\textbf{Student.} Electrons follow the nuclei in the Born--Oppenheimer picture, so a neutral molecule should rotate as a rigid cloud of charge, and its magnetic moment should be a second moment of that charge. Why does a magnetisability appear in the rotational $g$ factor?

\textbf{Lecturer.} Because the electrons follow imperfectly. Let us fix the premises. (i) The electronic ground state $|0\rangle$ is a nondegenerate singlet with a real wave function; spin and relativity are dropped. (ii) The nuclei, with charges $Z_Ke$ and masses $M_K$, form a rigid frame with positions $\mathbf R_K$ measured from their centre of mass, which is at rest. (iii) The field $\mathbf B$ is uniform and weak, with $\mathbf A=\tfrac12\mathbf B\times\mathbf r$ about the same point. (iv) We keep the lowest order in $m_e/M_K$. The electron has charge $-e$, and a dipole moment points from negative to positive charge. The $g$ tensor is defined by the moment that the angular momentum $\mathbf J$ carries,
\begin{equation}
m_b=\frac{\mu_N}{\hbar}\sum_a J_a\,g_{ab},\qquad \mu_N=\frac{e\hbar}{2m_p},\tag{1}
\end{equation}
with $a,b$ principal axes of the nuclear inertia tensor $\mathsf I$, and energy $-\mathbf m\cdot\mathbf B$.

\textbf{Student.} Start with the nuclei. They should be easy.

\textbf{Lecturer.} At angular velocity $\boldsymbol\omega$, nucleus $K$ has velocity $\boldsymbol\omega\times\mathbf R_K$, and its Lagrangian gains $Z_Ke\,\mathbf v_K\cdot\mathbf A$. The identity $(\boldsymbol\omega\times\mathbf R)\cdot(\mathbf B\times\mathbf R)=R^2\,\boldsymbol\omega\cdot\mathbf B-(\boldsymbol\omega\cdot\mathbf R)(\mathbf B\cdot\mathbf R)$ gives
\begin{equation}
\mathcal L=\tfrac12\boldsymbol\omega\cdot\mathsf I\boldsymbol\omega+\tfrac e2\,\boldsymbol\omega\cdot\mathsf T^{n}\mathbf B,\qquad T^n_{ab}=\sum_KZ_K\,(R_K^2\delta_{ab}-R_{Ka}R_{Kb}).\tag{2}
\end{equation}
The canonical angular momentum of the frame is $\mathbf N=\partial\mathcal L/\partial\boldsymbol\omega=\mathsf I\boldsymbol\omega+\tfrac e2\mathsf T^n\mathbf B$, so its Hamiltonian is $\tfrac12(\mathbf N-\tfrac e2\mathsf T^n\mathbf B)\cdot\mathsf I^{-1}(\mathbf N-\tfrac e2\mathsf T^n\mathbf B)$. The rotational levels are labelled by the total $\mathbf J=\mathbf N+\mathbf L$, with $\mathbf L=\sum_i\mathbf r_i\times\mathbf p_i$ the electronic part. Put $\mathbf N=\mathbf J-\mathbf L$, write $\boldsymbol\Omega=\mathsf I^{-1}\mathbf J$, and add the electrons, whose kinetic energy $(\mathbf p+e\mathbf A)^2/2m_e$ yields a term linear and a term quadratic in $\mathbf B$:
\begin{equation}
H=H_0+\tfrac12\mathbf J\cdot\boldsymbol\Omega-\tfrac e2\,\boldsymbol\Omega\cdot\mathsf T^n\mathbf B+\Big(\frac{e}{2m_e}\mathbf B-\boldsymbol\Omega\Big)\cdot\mathbf L+\frac{e^2}{8m_e}\sum_i|\mathbf B\times\mathbf r_i|^2+\dots\tag{3}
\end{equation}
Here $H_0$ is the clamped-nucleus Hamiltonian with states $|n\rangle$ and energies $E_n$.

\textbf{Student.} What hides in the dots?

\textbf{Lecturer.} Three terms: $\tfrac12\mathbf L\cdot\mathsf I^{-1}\mathbf L$, $\tfrac e2\mathbf L\cdot\mathsf I^{-1}\mathsf T^n\mathbf B$ and $\tfrac{e^2}8\,\mathsf T^n\mathbf B\cdot\mathsf I^{-1}\mathsf T^n\mathbf B$. Each resembles a term of the electronic Hamiltonian with $1/m_e$ replaced by an inverse nuclear mass, so premise (iv) removes it. The same holds for the recoil of the nuclear centre of mass against the electrons. I will put a number on this later.

\textbf{Student.} In a real nondegenerate state $\langle 0|\mathbf L|0\rangle=0$, since $\mathbf L$ is Hermitian and purely imaginary. So the electrons give nothing.

\textbf{Lecturer.} Nothing in first order. In second order treat $\mathbf J$, which acts on the orientation of the frame, as a parameter, and define the real symmetric tensor
\begin{equation}
S_{ab}=\mathrm{Re}\sum_{n\ne0}\frac{\langle0|L_a|n\rangle\langle n|L_b|0\rangle}{E_n-E_0}.\tag{4}
\end{equation}
A perturbation $\boldsymbol\lambda\cdot\mathbf L$ shifts the energy by $-\boldsymbol\lambda\cdot\mathsf S\boldsymbol\lambda$, and here $\boldsymbol\lambda=e\mathbf B/2m_e-\boldsymbol\Omega$. Take the terms in $B^2$ first. With $E=-\tfrac12\mathbf B\cdot\boldsymbol\xi\mathbf B$ defining the magnetisability, in J\,T$^{-2}$,
\begin{equation}
\boldsymbol\xi=\boldsymbol\xi^{d}+\boldsymbol\xi^{p},\qquad \boldsymbol\xi^{p}=\frac{e^2}{2m_e^2}\mathsf S,\qquad \boldsymbol\xi^{d}=-\frac{e^2}{4m_e}\mathsf T^e,\tag{5}
\end{equation}
where $T^e_{ab}=\langle0|\sum_i(r_i^2\delta_{ab}-r_{ia}r_{ib})|0\rangle$ comes from the first-order average of the last term in (3). The cross term of $-\boldsymbol\lambda\cdot\mathsf S\boldsymbol\lambda$ is $+(e/m_e)\,\boldsymbol\Omega\cdot\mathsf S\mathbf B=(2m_e/e)\,\boldsymbol\Omega\cdot\boldsymbol\xi^p\mathbf B$. Together with the nuclear term, the energy bilinear in $\mathbf J$ and $\mathbf B$ is
\begin{equation}
E_{JB}=-\tfrac e2\,\boldsymbol\Omega\cdot\mathsf G\,\mathbf B,\qquad \mathsf G=\mathsf T^n-\frac{4m_e}{e^2}\,\boldsymbol\xi^{p}.\tag{6}
\end{equation}
From (1), $E_{JB}=-(e/2m_p)\sum J_ag_{ab}B_b$, and $\Omega_a=J_a/I_{aa}$. Hence $g_{ab}=m_pG_{ab}/I_{aa}$: $\mathsf G$ is symmetric, $g$ in general is not. The diagonal elements are
\begin{equation}
\frac{g_{aa}I_{aa}}{m_p}=\sum_KZ_K(R_K^2-R_{Ka}^2)-\frac{4m_e}{e^2}\,\xi^{p}_{aa}(\mathrm{CM}).\tag{7}
\end{equation}
Since $S_{aa}\ge0$, the electronic part is never positive.

\textbf{Student.} I see no electronic second moment in (7). My rigid cloud has vanished.

\textbf{Lecturer.} It returns when you insert $\boldsymbol\xi^p=\boldsymbol\xi-\boldsymbol\xi^d$ from (5):
\begin{equation}
\frac{g_{aa}I_{aa}}{m_p}=T^n_{aa}-T^e_{aa}-\frac{4m_e}{e^2}\,\xi_{aa}.\tag{8}
\end{equation}
The first two terms are your rigid cloud. The third is the slip. By (3), the rotation acts on the electrons through the same operator as a field $\mathbf B_{\rm eq}=-2m_e\boldsymbol\Omega/e$, which is Larmor's theorem, and the moment added to that of the rigid cloud is $\boldsymbol\xi\mathbf B_{\rm eq}$. For a diamagnetic molecule $\xi_{aa}<0$, so the slip raises $g$: the electrons carry less negative current than rigid rotation would give them.

\textbf{Student.} Show me a case where I can see the slip.

\textbf{Lecturer.} A closed-shell spherical ion with $N$ electrons and nuclear charge $Z$, carried round at distance $s$ from the axis. About its own nucleus $L_a|0\rangle=0$, so $\xi_{aa}=-(e^2/4m_e)t$, with $t$ its second moment about a parallel axis through the nucleus. About the rotation axis $T^e_{aa}=Ns^2+t$. Then (8) gives $Zs^2-Ns^2-t+t=(Z-N)s^2$. The cloud is translated round the circle without turning, and the ion acts as a point charge. A neutral spherical atom gives zero, where the rigid picture would give $-t$.

\textbf{Student.} You used $\xi$ computed about the nucleus in a formula written about the centre of mass.

\textbf{Lecturer.} That needs proof, and the dipole result rests on it. Moving the origin to $\mathbf d$ changes $\mathbf A$ by $-\tfrac12\mathbf B\times\mathbf d=\nabla\chi$ with $\chi=-\tfrac12(\mathbf B\times\mathbf d)\cdot\mathbf r$. The phase factor $\exp(-ie\sum_i\chi(\mathbf r_i)/\hbar)$ maps the eigenstates of one Hamiltonian onto those of the other, so $E(\mathbf B)$ and the total $\boldsymbol\xi$ at clamped nuclei do not depend on $\mathbf d$.

\textbf{Student.} I would rather see the two parts cancel.

\textbf{Lecturer.} Take the axis $x$ and $\mathbf d=d\,\hat{\mathbf z}$. Let $X_\alpha=\sum_i r_{i\alpha}$ and $P_\alpha=\sum_ip_{i\alpha}$. Then $\mathbf L'=\mathbf L-\mathbf d\times\mathbf P$ gives $L_x'=L_x+dP_y$. For a local potential $P_y=(im_e/\hbar)[H_0,X_y]$, so $\langle n|P_y|0\rangle=(im_e/\hbar)(E_n-E_0)\langle n|X_y|0\rangle$. This cancels the denominator in (4), and closure applies because the $n=0$ terms vanish with $\langle L_x\rangle=\langle P_y\rangle=0$. Twice the real part of $(im_e/\hbar)\langle AX_y\rangle$ is $(im_e/\hbar)\langle[A,X_y]\rangle$ for Hermitian $A$. With $[L_x,X_y]=i\hbar X_z$ and $[P_y,X_y]=-i\hbar N$,
\begin{equation}
S'_{xx}-S_{xx}=-m_ed\,\langle X_z\rangle+\tfrac12m_eNd^2,\tag{9}
\end{equation}
and with $(4m_e/e^2)\xi^p=(2/m_e)S$ the paramagnetic part changes by
\begin{equation}
\frac{4m_e}{e^2}\,\Delta\xi^p_{xx}=-2d\,\langle X_z\rangle+Nd^2.\tag{10}
\end{equation}
Expanding $y_i^2+(z_i-d)^2$ shows that $\Delta T^e_{xx}$ is the same expression. Since $(4m_e/e^2)\xi^d=-T^e$, the sum is unchanged.

\textbf{Student.} Fine. How does a sign of the dipole come out? The second-order Stark shift goes as $\mu^2$.

\textbf{Lecturer.} Which is why it gives only $|\mu|$. Isotopic substitution leaves $H_0$, the geometry and the charge density alone under our premises, but it moves the centre of mass by a known vector $\mathbf d$. In (8), $\xi_{aa}$ stays. The rest is the second moment of all charges $q_j$ about the axis, $T^n_{aa}-T^e_{aa}=e^{-1}\langle\sum_jq_j\rho_j^2\rangle$, with $\boldsymbol\rho_j$ the part of the position perpendicular to $a$. Replace $\boldsymbol\rho_j$ by $\boldsymbol\rho_j-\mathbf d_\perp$ and expand the square:
\begin{equation}
\Big(\frac{g_{aa}I_{aa}}{m_p}\Big)'-\frac{g_{aa}I_{aa}}{m_p}=-\frac2e\,\mathbf d_\perp\cdot\boldsymbol\mu+\frac Qe\,d_\perp^2,\tag{11}
\end{equation}
where $\boldsymbol\mu=e\sum_KZ_K\mathbf R_K-e\langle\sum_i\mathbf r_i\rangle$ is taken about the old centre of mass and $Q$ is the total charge. A shift along $a$ does nothing. The change is linear in $\boldsymbol\mu$, and $\mathbf d$ points towards a known atom, so it tells which end is positive. Equation (11) assumes that the new principal axis is parallel to the old one. If it is not, use the full tensor, $\Delta G_{ab}=e^{-1}[-2\delta_{ab}\,\mathbf d\cdot\boldsymbol\mu+d_a\mu_b+\mu_ad_b+Q(d^2\delta_{ab}-d_ad_b)]$, and rotate it.

\textbf{Student.} For LiH this looks like overkill. A light negative ion on the long arm makes $g$ negative, so the sign of one $g$ tells the polarity.

\textbf{Lecturer.} In the model of two spherical ions it does. With Li at $z=0$, hydrogen at $z=R$, the centre of mass at $fR$ and charges $+q$ on Li and $-q$ on hydrogen, our point-charge result gives $G_\perp=(q/e)R^2[f^2-(1-f)^2]=(q/e)R^2(2f-1)$. A real bond adds a term $C$ that does not depend on the origin, because deformed ions no longer cancel their $t$ against $\xi$. You can see it in a linear molecule. Along the axis $T^n_{zz}=0$ and $L_z|0\rangle=0$ for a $\Sigma$ state, so $G_{zz}=0$. Subtract (8) for $z$ from (8) for $x$:
\begin{equation}
\frac{g_\perp I}{m_p}=\frac{\Theta_{zz}}e+\frac{4m_e}{e^2}(\xi_\parallel-\xi_\perp),\qquad \Theta_{zz}=\Big\langle\sum_jq_j(z_j^2-x_j^2)\Big\rangle,\tag{12}
\end{equation}
with $\Theta_{zz}$ the traceless quadrupole moment about the centre of mass, equal to $\langle\sum_jq_j(3z_j^2-r_j^2)/2\rangle$ by axial symmetry. A homonuclear molecule has both terms and no dipole. One $g$ mixes the polarity with $C$; the difference between two isotopologues removes $C$.

\textbf{Student.} How is $g$ computed without the sum over states?

\textbf{Lecturer.} By (6), $g_{ab}=-(2m_p/e)\,\partial^2E/\partial J_a\partial B_b$, a mixed second derivative. One solves $(H_0-E_0)|\psi_b\rangle=-L_b|0\rangle$ with $\langle0|\psi_b\rangle=0$, and then $S_{ab}=-\mathrm{Re}\langle0|L_a|\psi_b\rangle$. In self-consistent-field theories this becomes the coupled-perturbed equation for an imaginary perturbation, the same one as for $\boldsymbol\xi^p$. In a finite basis of field-independent functions the commutator relation and the closure behind (9) hold only approximately, so $\boldsymbol\xi$ acquires an origin dependence and (7) violates (11). With London orbitals the total $\boldsymbol\xi$ is origin independent in any atom-centred basis, and $g$ evaluated from (8) obeys (11) with the dipole of the same density.

\textbf{Student.} Then let us do LiH and LiD.

\textbf{Lecturer.} These are the free diatomic molecules in $v=0$. There $\mathbf J$ is perpendicular to the axis, $I=m_rR^2$ with $m_r$ the reduced mass, and the levels shift by $-g_\perp\mu_NBM_J$. All inputs are assumed, typical values: nuclear masses $M(^7\mathrm{Li})=7.0144$ u, $M_{\rm H}=m_p=1.0073$ u, $M_{\rm D}=2.0136$ u; $R=1.595\times10^{-10}$ m; $g_\perp=-0.658$ for LiH and $-0.277$ for LiD. Let $z$ run from Li to hydrogen, $f=M_{\rm H,D}/(M_{\rm Li}+M_{\rm H,D})$ and $\gamma=g_\perp m_r/m_p=G_\perp/R^2$. The nuclear term is $T^n_\perp/R^2=3f^2+(1-f)^2$, and (7) gives $\xi^p_\perp=(e^2R^2/4m_e)(T^n_\perp/R^2-\gamma)$ with $e^2R^2/4m_e=1.792\times10^{-28}$ J\,T$^{-2}$.
\begin{equation*}
\begin{array}{lcc}
 & \text{LiH} & \text{LiD}\\
f & 0.12557 & 0.22304\\
m_r/m_p & 0.87443 & 1.55315\\
\gamma & -0.575 & -0.430\\
T^n_\perp/R^2 & 0.812 & 0.753\\
4m_e\xi^p_\perp/e^2R^2 & 1.387 & 1.183\\
\xi^p_\perp\ (10^{-28}\,\mathrm{J\,T^{-2}}) & 2.49 & 2.12
\end{array}
\end{equation*}
The centre of mass moves towards hydrogen by $d=R\,\Delta f$ with $\Delta f=0.09747$, that is $1.555\times10^{-11}$ m. With $Q=0$, (11) reads $\Delta\gamma=-2\Delta f\,\mu_z/eR$. Since $\Delta\gamma=+0.145$,
\begin{equation}
\frac{\mu_z}{eR}=-\frac{\Delta\gamma}{2\Delta f}=-0.74,\qquad \mu_z=-1.9\times10^{-29}\ \mathrm{C\,m},\tag{13}
\end{equation}
or $-5.7$ D. This is the rigid model's dipole for these inputs. It points from hydrogen to lithium: Li$^+$H$^-$.

\textbf{Student.} The two $\xi^p_\perp$ differ, though the electrons are the same.

\textbf{Lecturer.} The origins differ. Feed their difference, $-0.204$ in reduced units, into (10) with $N=4$ and you obtain $\langle X_z\rangle=1.242R$ about the centre of mass of LiH. The nuclei give $\sum_KZ_Kz_K=(1-4f)R=0.498R$. The electronic first moment is the larger, and the difference is again $-0.74R$. This is the same information, reached through (7) and (10) in place of (8).

\textbf{Student.} How firm is the sign? You subtract two numbers of similar size.

\textbf{Lecturer.} Ask what $g_\perp$ of LiD would be for other dipoles at the same LiH input. No dipole means $\Delta\gamma=0$ and $g_\perp=-0.370$. The reversed dipole of the same size gives $-0.464$. The two polarities are $0.29$ apart in $\gamma$, while rounding the two $g$ inputs by $\pm0.0005$ moves $\Delta\gamma$ by at most $0.0012$. The real condition is another one: the signs of the $g$ factors must be known. A Zeeman pattern symmetric in $\pm M_J$ gives only $|g|$. Opposite signs for the two species would need $|\Delta\gamma|=1.006$ and $|\mu_z|=5.2\,eR$, which the Stark value of $|\mu|$ can test. But reversing both signs reverses $\mu_z$ at the same magnitude, and $\xi^p_\perp\ge0$ does not forbid it, as $+0.575$ lies below $0.812$. The absolute sign has to come from elsewhere, for instance from the sense of circular polarisation that drives $\Delta M_J=+1$.

\textbf{Student.} And the terms you dropped?

\textbf{Lecturer.} In turn. First, perturbation theory. For $J=1$ of LiH, $\Omega=\sqrt2\hbar/I=4.0\times10^{12}$ s$^{-1}$, equivalent to $|B_{\rm eq}|=46$ T. $L_x$ couples $\Sigma$ to $\Pi$ states; for an assumed excitation energy of $6.4\times10^{-19}$ J the ratio $\hbar\Omega/\Delta E$ is $6.6\times10^{-4}$. Time reversal makes the energy even in $(\boldsymbol\Omega,\mathbf B)$ jointly, so the next term linear in $B$ goes as $\Omega^3B$ and is smaller by that ratio squared.

Second, the mass ratio. The rotation induces $\langle L_a\rangle=2S_{aa}\Omega_a=(4m_e^2\xi^p_{aa}/e^2)\,\Omega_a$, so the frame turns more slowly than $J/I$ by the fraction $4m_e^2\xi^p_\perp/e^2I=8.6\times10^{-4}$ in LiH. On a term of size $1.387$ this is about $0.001$.

Third, vibration, which is the largest. At fixed $J$ the observed factor is $(m_p/m_r)\langle\gamma(R)\rangle$, and the two species average over different wave functions. Let $\eta=(R-R_e)/R_e$ and $V\propto\eta^2(1+a_1\eta)$. In $v=0$, $\langle\eta^2\rangle=\tilde B/\tilde\nu$ with $\tilde B=\hbar/4\pi cI$, and $\langle dV/d\eta\rangle=0$ gives $\langle\eta\rangle=-\tfrac32a_1\langle\eta^2\rangle$. For LiH $\tilde B=752$ m$^{-1}$; with typical $\tilde\nu=1.4\times10^5$ m$^{-1}$ and $a_1=-1.9$, $\langle\eta^2\rangle=0.0054$ and $\langle\eta\rangle=0.015$. Both scale as $m_r^{-1/2}$, a factor $0.750$ for LiD, so $\langle\eta\rangle$ differs by $0.0038$. With an assumed slope $|d\ln|\gamma|/d\eta|=2$ this moves $\Delta\gamma$ by $0.004$, or 3 per cent. What (13) delivers is moreover an average of $\mu_z/R$, not $\mu_z$ at one distance. Two figures are therefore all that the magnitude supports, while the sign is untouched.

\textbf{Student.} So where does the result hold?

\textbf{Lecturer.} Equations (7), (8) and (11) hold for nondegenerate singlet states well separated from the states that $\mathbf L$ reaches, at each fixed geometry, to lowest order in $m_e/M$ and linearly in $B$. They fail for open shells, where spin and orbital moments of order $\mu_B$ dominate, and near avoided crossings or degeneracies, where (4) is no longer a small correction. Heavy atoms need a relativistic treatment, in which the rotation couples to $\mathbf L+\mathbf S$ while the field enters through another operator, so the identity of operators in (3) is lost. For ions (11) holds at clamped nuclei, but $\boldsymbol\mu$ depends on the origin and the centre of mass itself moves in the field. As a route to the dipole, (11) requires semirigid molecules, known signs of $g$, and $2|\mathbf d_\perp\cdot\boldsymbol\mu|/e$ well above the isotopic difference of the vibrational averages. In the model for LiH and LiD the signal is $0.145$ against $0.004$; for a weakly polar molecule or a small shift $d$ the two can be comparable, and the vibrational averaging must then be computed before a sign is read off.